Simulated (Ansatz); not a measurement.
# A series in volume scale on TiN

Results calculated with Ansatz 0.2.0, not measured. Periodic Kohn-Sham DFT of a crystal at fixed atoms, scaled to volume_scale times the given cell; pressure positive in compression, energy less spherical unpolarised free atoms, largest_vzz the field gradient of largest size among the nuclei.

The cell before it is scaled or strained (space group Fm-3m, No. 225):
```
TiN
1.0
      0.0000     2.1220     2.1220
      2.1220     0.0000     2.1220
      2.1220     2.1220     0.0000
Ti N
1 1
Direct
  0.00000 0.00000 0.00000
  0.50000 0.50000 0.50000
```

Settings of every row: method all-electron PAW; functional PBEsol; relativity scalar; k mesh 13x13x13; filling fermi-dirac; smearing width 0.05 eV; nucleus gaussian.

Atom start moment: 0 on all atoms.

```
row  volume scale  V (Å³/atom)  pressure (GPa)
  1          0.94        8.982          10.756
  2        0.9405        8.987          10.575
  3          0.96        9.173           3.793
  4          0.98        9.364          -2.455
  5          0.99         9.46          -5.337
  6             1        9.555               ?
  7          1.01        9.651         -10.655
  8          1.02        9.746         -13.105
  9          1.04        9.937         -17.623
 10          1.06       10.128         -21.678
```

Question: what pressure should row 6 give?

Worked fit of pressure. Take u = (V_r/V)^(2/3) − 1 with V_r = 9.46 Å³ an atom, which is twice the finite (Eulerian) strain; such expansions in the strain, on which the Birch-Murnaghan equation of state is built, carry the rest volume and the bulk modulus. The shown rows have u = 0.03517, 0.03479, 0.02075, 0.00682, 0, -0.01324, -0.01966, -0.03226, -0.04447. Least squares give pressure = −5.3454 + 416.522 × u + 1145.63 × u² + 883 × u³ GPa; a parabola predicts inner rows, each left out in turn, worse (root mean square 0.018 against 0.0094 GPa). The rows lie off it by -0.003, 0.006, -0.006, -0.004, 0.008, 0.006, -0.007, -0.003, 0.002 (root mean square 0.0054 GPa). The pressure vanishes at u = 0.0124, or V = 9.287 Å³ an atom, and there the bulk modulus at fixed shape and fractions is B = −V dP/dV = (2/3)(1 + u) dP/du = 301 GPa. The withheld row has u = -0.00664, so the fit gives −5.3454 + 416.522 × (-0.00664) + 1145.63 × (-0.00664)² + 883 × (-0.00664)³ = -8.061 GPa.

The calculation gave -8.068 GPa. The fit lies 0.007 GPa (0.022 % of the column's range) above it; its largest miss of a shown row is 0.008 GPa.
